Exchange between the electrons of a solid is worth electronvolts, roughly a hundred times the thermal energy at room temperature. A theory that treats exchange without its natural partner, screening, can therefore redraw the levels of a metal. The table follows six levels of ruthenium through such a step. The start level comes from PBE. The corrected level has bare Hartree-Fock exchange in place of PBE exchange and correlation, with the orbitals left unchanged.

First-order Hartree-Fock levels of hcp ruthenium from Yambo 5.3.0 on Quantum ESPRESSO PBE states, without spin polarisation or spin-orbit coupling. Settings are a 3×3×4 k mesh, PseudoDojo 0.5 SR PBE standard potentials, a 1142.88 eV wave cutoff and 0.05 eV Fermi-Dirac smearing. Each column of levels counts from its own highest filled level.

```csv
row,state k a (reciprocal cell vector),state k b (reciprocal cell vector),state k c (reciprocal cell vector),state band,state start level (eV),state corrected level (eV)
1,0.000,0.000,0.000,top filled,-1.574,-5.274
2,0.000,0.000,0.000,first empty,1.002,3.485
3,0.000,0.333,0.000,top filled,0.000,0.000
4,0.000,0.333,0.000,first empty,0.425,1.919
5,0.000,0.333,-0.250,top filled,-0.140,-1.943
6,0.000,0.333,-0.250,first empty,0.206,2.025
```

### 1. Is the lowest listed empty level the edge of a band gap?

No. Ruthenium is a metal, and the calculation finds zero gap. The lowest empty start level, 0.206 eV in row 6, lies above zero because a few points in reciprocal space are compared, while the bands cross the Fermi level between them. Row 3 is zero in both columns because each column counts from its own highest filled level. Only distances between levels carry meaning here.

### 2. What does bare exchange do to filled and empty levels at the same point?

On this coarse mesh it moves them apart at all three points. At Γ, the centre of the Brillouin zone (rows 1 and 2), the separation grows from 2.6 to 8.8 eV. In rows 5 and 6 it grows from 0.35 to 4.0 eV, so two levels that were close neighbours end up far apart.

### 3. Why should a filled level gain more than an empty one?

Electrons of the same spin avoid each other, which lowers their repulsion. In Hartree-Fock theory a level gains this energy from every filled orbital of the same spin with which it overlaps. In a crystal the strongest partners are filled orbitals of the same band at neighbouring points of reciprocal space, because they are most alike and the Coulomb interaction is largest there. A level deep in a filled band is surrounded by such partners. A level well inside an empty region has none close by, so it stays higher. The exchange of an orbital with itself matters only because the mesh is finite, so that this one term stands for all the close neighbours. PBE gives filled and empty levels one common potential and makes no such distinction.

### 4. Could one constant shift replace the calculation?

It could not, because the separation grows by 1.5 eV in rows 3 and 4 but by 6.2 eV at Γ. The filled levels also spread among themselves: row 1 sinks from 1.6 to 5.3 eV below row 3.

The uniform electron gas shows the same tendency in its simplest form. There, bare exchange pulls the slow electrons deep inside the Fermi sea down more than those at its surface, so the filled band widens. The analogy gives the direction only, since the gas has no lattice and no d orbitals. In ruthenium, compact 4d orbitals may feel bare exchange more strongly than spread-out ones, which would add to the unevenness; this is a guess.

### 5. How much of the opening could come from the mesh?

The exchange sum runs over the momentum difference $q$ between two orbitals, and the Coulomb interaction $4\pi e^2/q^2$ is largest near $q=0$. Different orbitals at the same point of reciprocal space are orthogonal, so at $q=0$ this largest part acts only between a filled level and itself. An empty level gains nothing from it. On a mesh of $N$ points this one term stands for a whole cell of reciprocal space, of volume $(2\pi)^3/(N\Omega)$, where $\Omega$ is the volume of the crystal cell. Replacing the mesh cell by a sphere of equal volume gives its radius $q_0$ and the energy $E_0$ that a filled level gains:

$$q_0=\left(\frac{6\pi^2}{N\Omega}\right)^{1/3},\qquad E_0=\int_{q<q_0}\frac{d^3q}{(2\pi)^3}\,\frac{4\pi e^2}{q^2}=\frac{2e^2q_0}{\pi}.$$

Here $N=3\times3\times4=36$ and $\Omega=2\times13.57$ Å³, so $q_0$ is about 0.39 Å⁻¹. With $e^2$ close to 14 eV Å, $E_0$ comes to between 3 and 4 eV.

That is the same order as the openings in the table. No row was used to set the estimate, but it yields one number for all three points and so cannot explain why they differ. Its closeness to the growth in rows 5 and 6 is therefore no confirmation. The real mesh cell is also flatter than a sphere, and levels near the Fermi level may be only partly filled. The output below gives the estimate beside the separations.

### 6. Is this mesh term an error or real exchange?

That depends on where the level lies. Well below the Fermi level, the neighbouring points of the same band are filled too. Treating the whole mesh cell as filled is then reasonable, and on a finer mesh the neighbours take over what the single term loses.

At the Fermi surface the band is filled on one side and empty on the other. Two levels just across that surface from each other should feel nearly the same exchange, yet the coarse mesh gives the full term to one and none to the other. This creates a false jump. In rows 3 and 4 the growth is smaller than the estimated term, and in rows 5 and 6 it is about equal to it, so even the direction of these changes needs a test on a finer mesh.

The widening among filled levels stands on firmer ground. If rows 1 and 3 are both fully occupied, each receives the same term and it drops out of their distance. The size of the widening is still uncertain. Row 3 may lie close to the Fermi surface, where the full term is too large, or it may be only partly filled and so receive less of the term than row 1.

### 7. What would a finer mesh or a screened theory change?

A finer mesh would shrink the false jump, but slowly. The term falls with the cube root of the number of points, so halving it takes eight times as many. Even a 12×12×6 mesh, with 24 times the points used here, would leave about 1.2 eV. By the same formula, a metal with a larger crystal cell has a smaller term on the same mesh.

Screening would change the physics itself. The mobile electrons of a metal rearrange around a charge and cut off the long range of its Coulomb field, the part responsible for the strong effect near $q=0$. Hartree-Fock leaves this response out. Even on a perfect mesh it therefore gives a metal too wide a band and too few states at the Fermi level. The GW method uses a screened interaction and largely removes this fault.

### 8. Which digits can be trusted?

The third decimal records the arithmetic, not the accuracy. The corrected separations are qualitative on the scale of electronvolts, since the mesh is coarse and the cutoffs are not converged. The number of empty bands plays no part, because bare exchange sums over filled orbitals only. The lowest listed empty level moves from row 6 to row 4, but the corrected levels of these rows differ by only 0.1 eV, so their order is not secure.

For practical work, the corrected levels should not be used to judge conduction. Read as a band gap, the 1.9 eV between rows 3 and 4 would make a good metal look like a semiconductor. The corrected levels serve best as a warning: bare exchange and a coarse mesh can together pull the levels of a metal far apart.

The analysis program printed:

```
Separation at Gamma, start (eV): 2.576
Separation at Gamma, corrected (eV): 8.759
Separation in rows 3-4, start (eV): 0.425
Separation in rows 3-4, corrected (eV): 1.919
Separation in rows 5-6, start (eV): 0.346
Separation in rows 5-6, corrected (eV): 3.968
Growth of separation at Gamma (eV): 6.183
Growth of separation in rows 3-4 (eV): 1.494
Growth of separation in rows 5-6 (eV): 3.622
Corrected over start separation at Gamma: 3.4
Corrected over start separation in rows 3-4: 4.515
Corrected over start separation in rows 5-6: 11.47
Shift of each level relative to row 3 (eV):
  row   shift
    1    -3.7
    2   2.483
    3       0
    4   1.494
    5  -1.803
    6   1.819
Row 6 less row 4, start (eV): -0.219
Row 6 less row 4, corrected (eV): 0.106
Estimated zero-momentum exchange term, 3x3x4 mesh (eV): 3.601
Same estimate for a 12x12x6 mesh (eV): 1.248
Points in 12x12x6 mesh over points in 3x3x4 mesh: 24
```
